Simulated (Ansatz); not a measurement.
## Abstraction of H: B(CH3)2(NH2) + C2H6InO → B(CH2)(CH3)(NH2) + C2H7InO

Species: B(CH3)2(NH2), singlet; C2H6InO `C[CH2][In][OH]`, doublet; B(CH2)(CH3)(NH2), doublet; C2H7InO `C[CH2][InH][OH]`, singlet. A radical takes H: the energy is the difference in strength between the C–H bond broken and the In–H bond made.

Shapes, held fixed at every level: PBE0-D4/def2-TZVP. Flexible molecules stand in one conformer, not always the lowest. Programs: Ansatz 0.2.0. The zero-point and thermal change to 298 K, harmonic and unscaled (PBE0-D4/def2-TZVP), is -14.8 kJ/mol.

```tsv
level	kind	ΔH(298 K) (kJ/mol)	less CCSD(T)/def2-TZVPP
PBE-D4/def2-TZVPP	GGA	+138.9	+17.4
r2SCAN-D4/def2-TZVPP	meta-GGA	+125.3	+3.8
B3LYP-D4/def2-TZVPP	global hybrid	+135.1	+13.6
wB97M-V/def2-TZVPP	range-separated hybrid	+123.2	+1.7
B2PLYP/def2-TZVPP	double hybrid	+130.4	+8.9
MP2/def2-SVP	perturbation theory	+128.6	+7.1
MP2/def2-TZVPP	perturbation theory	+130.0	+8.5
CCSD(T)/def2-TZVPP	coupled cluster or CI	+121.5	0.0
```

The highest level, CCSD(T)/def2-TZVPP, gives ΔH(298 K) = +121.5 kJ/mol; the levels span +121.5 to +138.9. The column of differences is taken from that level and isn't an error. No measured value is set beside it here. Open shells run unrestricted unless RO is named. For atoms past krypton def2 sets carry core potentials with scalar relativity. Correlated rows may include outer-core shells of In, which these sets cover unevenly.

Hydrogen transfer from the methyl group to indium is strongly endothermic at every level, so the C–H bond broken is much stronger than the In–H bond made, by +121.5 kJ/mol at the coupled-cluster level. The main reason is the weak In–H bond: indium's diffuse valence 5s and 5p orbitals overlap poorly with hydrogen 1s, whereas carbon forms a short, strong bond. The carbon radical can delocalise its unpaired electron into the formally empty boron p orbital, but nitrogen lone-pair donation competes for that orbital and probably limits the stabilisation. The negative vibrational and thermal term fits the replacement of a stiff C–H stretch by a softer In–H one.

The density functionals don't improve simply with exact exchange: r2SCAN, which has none, lies closer to coupled cluster than B3LYP does. The spread changes the size of the endothermicity but not its sign. In reverse, the indium hydride is thermodynamically a good hydrogen donor to this carbon radical, though the energies say nothing about the barrier.
